**How the Fermi level follows the oxygen pressure: Ti$_i^{4+}$ in rutile**

**General rule.** A defect $d$ of charge $q_d$, made by adding $n_{d,i}$ atoms of species $i$ (negative if removed), has formation free energy $E_d=E_d^0-\sum_i n_{d,i}\mu_i+q_dE_F$ and dilute concentration $c_d=N_d e^{-E_d/kT}$. Nondegenerate carriers obey $n=N_c e^{(E_F-E_C)/kT}$ and $p=N_v e^{(E_V-E_F)/kT}$. Differentiating neutrality, $\sum_d q_dc_d+p-n+N_D=0$, at fixed $T$ and fixed net ionized doping $N_D$ gives

$$dE_F=\frac{\sum_d q_dc_d\sum_i n_{d,i}\,d\mu_i}{\sum_d q_d^2c_d+n+p}.$$

Equilibrium with TiO$_2$ fixes $\mu_{\rm Ti}+2\mu_{\rm O}$, so $\sum_i n_{d,i}d\mu_i=\nu_d\,d\mu_{\rm O}$ with $\nu_d=n_{d,\rm O}-2n_{d,\rm Ti}$. One donor balanced by electrons ($n=qc$) gives $dE_F/d\mu_{\rm O}=\nu/(q+1)$. Since $d\mu_{\rm O}=\tfrac12kT\,d\ln P$, with $P$ the O$_2$ pressure in atm, $n\propto P^{\nu/2(q+1)}$. The vacancy V$_{\rm O}^{2+}$ ($\nu=-1$) gives $-1/3$ and $P^{-1/6}$; Ti$_i^{4+}$ ($\nu=-2$) gives $-2/5$ and $P^{-1/5}$.

**Model.** Keep Ti$_i^{4+}$, electrons and $N_D$ (negative for acceptors). Let $G_0$ be the formation free energy at $E_F=E_C$ and 1 atm:

$$E_d=G_0+kT\ln P+4(E_F-E_C),\qquad c=\frac{K}{n^4P},\qquad K=NN_c^4e^{-G_0/kT}.$$

Neutrality, $n=4c+N_D$, is solved exactly for the pressure:

$$P=\frac{4K}{n^4(n-N_D)}.$$

Undoped, $n_0=(4K/P)^{1/5}$. With $x=4c/n$, the ratio of interstitial to electron charge, $d\ln P/d\ln n=-4-1/x$, hence

$$\frac{d\ln n}{d\ln P}=-\frac{x}{1+4x},\qquad\frac{dE_F}{d\mu_{\rm O}}=-\frac{2x}{1+4x}.$$

The general rule gives $-8c/(16c+n)$, which is the same expression. The pressure exponent runs from 0 (donor-pinned, $x\to0$) through $-1/5$ (undoped) to $-1/4$ (acceptor-compensated, $x\to\infty$).

**Numbers.** The compiled lattice constants $a=4.59308$ Å and $c_0=2.95889$ Å (295 K, Burdett 1987) give a 62.42 Å$^3$ cell. With four octahedral interstitial sites per cell (assumed), $N=6.41\times10^{22}$ cm$^{-3}$. Assumed inputs: $T=1273$ K ($kT=0.1097$ eV), $P=10^{-10}$ atm, $N_c=N_v=10^{21}$ cm$^{-3}$, and $G_0=5.8$ eV, chosen to give an electron density of order $10^{19}$ cm$^{-3}$, typical of rutile under such conditions. The model's undoped values are $n_0=7.75\times10^{18}$ cm$^{-3}$, $c=1.94\times10^{18}$ cm$^{-3}$, $E_C-E_F=0.533$ eV and $E_d=1.14$ eV.

At fixed $P$, setting $u=n/n_0$ gives $N_D/n_0=u-u^{-4}$ and $x=u^{-5}$. One decade of pressure is $kT\ln10=252.6$ meV in $2\mu_{\rm O}$; the last column is this times the local exponent.

| $u$ | $N_D$ (cm$^{-3}$) | $x$ | $dE_F/d\mu_{\rm O}$ | $d\ln n/d\ln P$ | $E_F$ slope (meV/decade) |
|---|---|---|---|---|---|
| 0.5 | $-1.20\times10^{20}$ | 32 | $-0.496$ | $-0.248$ | $-62.7$ |
| 1 | 0 | 1 | $-0.400$ | $-0.200$ | $-50.5$ |
| 2 | $1.50\times10^{19}$ | 1/32 | $-0.0556$ | $-0.0278$ | $-7.0$ |

The undoped slope is independent of $G_0$, $N$ and $N_c$.

**Neglected terms (undoped row).** With the compiled 3.05 eV gap (He 2017, temperature not stated), $p/n=1.4\times10^{-8}$; a gap 1 eV smaller gives $1.3\times10^{-4}$. The leading Fermi–Dirac correction, $n/(2^{3/2}N_c)$, is 0.3%.

Screening is larger. The denominator of the rule, here $5n_0$, sets the Debye length, $L^{-2}=5n_0e^2/(\varepsilon_r\varepsilon_0kT)$. Using the compiled $\varepsilon_r=170$ (along $c$, Crystal data cards, temperature not stated) as a scalar estimate, $L=5.2$ nm. Debye–Hückel theory lowers each charge $q$ by $q^2e^2/(8\pi\varepsilon_r\varepsilon_0L)$, so the interstitial and its four electrons gain $AkT=(16+4)e^2/(8\pi\varepsilon_r\varepsilon_0L)$, with $A=0.15$. Then $5\ln n-A=\text{const}-\ln P$ with $A\propto n^{1/2}$, and the exponent becomes $-1/(5-A/2)=-0.203$. Halving $\varepsilon_r$ at the same $n$ gives $-0.209$.

**Process use.** Oxygen vacancies coexisting with interstitials enter both sums and put the undoped exponent between $-1/5$ and $-1/6$. The rule holds only while defects exchange atoms with the gas. Interstitials frozen in by a quench, with their charge unchanged, join $N_D$, and $E_F$ no longer follows $P$.